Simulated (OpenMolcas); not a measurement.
**SiH4 (SMILES [H][Si]([H])([H])[H]): the energy, rung by rung**

SiH4 has 5 atoms, charge 0, and is taken as a singlet. As SMILES, `[H][Si]([H])([H])[H]`. The shape is that of a GFN2-xTB optimisation.

```xyz
5

Si    0.0001    0.0000    0.0001
H     0.0113   -0.0194    1.4609
H     1.3735    0.0113   -0.4978
H    -0.6966    1.1967   -0.4657
H    -0.6882   -1.1885   -0.4975
```

Quantity: the energy change with the Si1–H2 bond stretched from 1.461 to 2.922 Å, in eV. The values are calculated.

| level | kind | program | value (eV) | less FCI/STO-3G | CPU time (all runs) |
| --- | --- | --- | --- | --- | --- |
| HF/STO-3G (restricted) | Hartree–Fock | OpenMolcas | 8.06 | +3.29 | 3 s |
| SVWN5/STO-3G (restricted) | LDA | OpenMolcas | 5.91 | +1.14 | 6.3 s |
| PBE/STO-3G (restricted) | GGA | OpenMolcas | 5.70 | +0.93 | 6.7 s |
| M06-2X/STO-3G (restricted) | hybrid meta-GGA | OpenMolcas | 6.73 | +1.96 | 6.8 s |
| PBE0/STO-3G (restricted) | global hybrid | OpenMolcas | 6.39 | +1.62 | 6.4 s |
| CASPT2(2,2)/STO-3G | multireference | OpenMolcas | 4.79 | +0.02 | 3 s |
| CASSCF(2,2)/STO-3G | multireference | OpenMolcas | 4.78 | +0.01 | 3 s |
| MRCI(2,2)/STO-3G | multireference | OpenMolcas | 4.77 | 0.00 | 3.1 s |
| FCI/STO-3G | exact in the basis | OpenMolcas | 4.77 | 0.00 | 3.6 s |

FCI/STO-3G is exact within its basis and frozen core, so for wave-function methods in that basis the difference is their error; functionals converge differently with the basis, so for them it is only a difference. Spin-restricted single references rise too steeply as a bond breaks, Hartree–Fock most of all. The first shape isn't each level's own minimum. The values span 4.77 to 8.06 eV. All rows use very small basis sets, so even the best lies far from the true value. Times are those of the runs behind each value, whatever else they computed, on shared processors of several kinds: orders of magnitude only.

Stretching the Si–H bond brings its σ and σ* orbitals close in energy, so a single closed-shell determinant keeps too much ionic character where two singlet-coupled electrons should separate. Letting two electrons share two orbitals removes nearly all of the Hartree–Fock error: CASSCF already lies within 0.01 eV of FCI, so the failure is one of static correlation. CASPT2 and MRCI have little left to correct, partly because a minimal basis offers few orbitals for dynamic correlation.

Among the functionals, the rise from PBE through PBE0 to M06-2X follows the share of exact exchange, as semilocal exchange partly mimics the missing left–right correlation. Even the FCI value exceeds the known Si–H dissociation energy, although the bond is not yet fully broken. The likely cause is the hydrogen function, which is contracted for molecules and too tight for a nearly free atom, raising the stretched end. The close CASSCF agreement therefore doesn't show that dynamic correlation would remain negligible in a larger basis.
